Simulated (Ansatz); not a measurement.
# Ta2O5: pressure against volume

Ta2O5, C2/c, a = 12.817 Å, b = 4.868 Å, c = 5.526 Å, β = 103.7°. The structure is a COD entry; whether it is the stable form wasn't checked. Ansatz: PBEsol, PAW, 420 eV, Γ-centred 6×6×4 mesh on 14 atoms, Gaussian smearing 0.02 eV; no spin polarisation. Shape and atoms are relaxed at each volume; pressure is positive in compression.

| V (Å³/atom) | P (GPa) |
| --- | --- |
| 10.887 | 13.18 |
| 11.246 | 8.11 |
| 11.605 | 3.85 |
| 11.964 | -0.01 |
| 12.323 | -3.47 |
| 12.682 | ? |
| 13.160 | -10.52 |

**Question.** Take V0 = 11.964 Å³/atom, count pressures from its P0 = -0.01 GPa, fit the third-order Birch–Murnaghan form to the other rows, and predict the missing pressure.

**Answer.** With the Eulerian strain f = ½[(V0/V)^(2/3) − 1] and y = (P − P0)/[3f(1 + 2f)^(5/2)], the form is the line y = B0 + 1.5 B0 (B0′ − 4) f. Rows (f, y): 0.03245, 115.8; 0.02106, 115.9; 0.01026, 119.2; -0.00976, 124.1; -0.03077, 133.4. Means f = 0.004648, y = 121.68; Σ(Δf)² = 0.002536, ΣΔfΔy = -0.7222; the slope is their ratio. y = 123.0 − 284.8 f GPa, so B0 = 123.0 GPa and B0′ = 4 + 2 × (-284.8)/(3 × 123.0) = 2.46. At V = 12.682, f = -0.01905, y = 128.43 and P = -6.67 GPa. The run gave -6.66 GPa, so the fit is 0.01 GPa too low, within the rms miss on the fitted rows (0.13 GPa).

Spin–orbit coupling is left out, which can shift energies with elements as heavy as these.

The oxide stiffens only slowly under compression: B0′ = 2.46 lies well below 4, the value at which the third-order term vanishes. In a framework of linked Ta–O polyhedra, this probably means that part of the volume change is taken up by rotation of the polyhedra and bending of Ta–O–Ta angles, which cost less energy than shortening the strong, partly covalent Ta–O bonds.

The softening isn't uniform, however. y falls steadily from expansion to compression but is almost flat between the two most compressed rows, as might be expected if the easy rotations are being used up and bond compression is taking over. The straight line therefore lies below the data at both ends and above them in between, so B0′ is an average over the range rather than a sharp property at V0. The close match at the missing volume is partly fortunate, since that point lies where the misfit changes sign. It supports interpolation in the expanded range, not extrapolation to higher pressure.
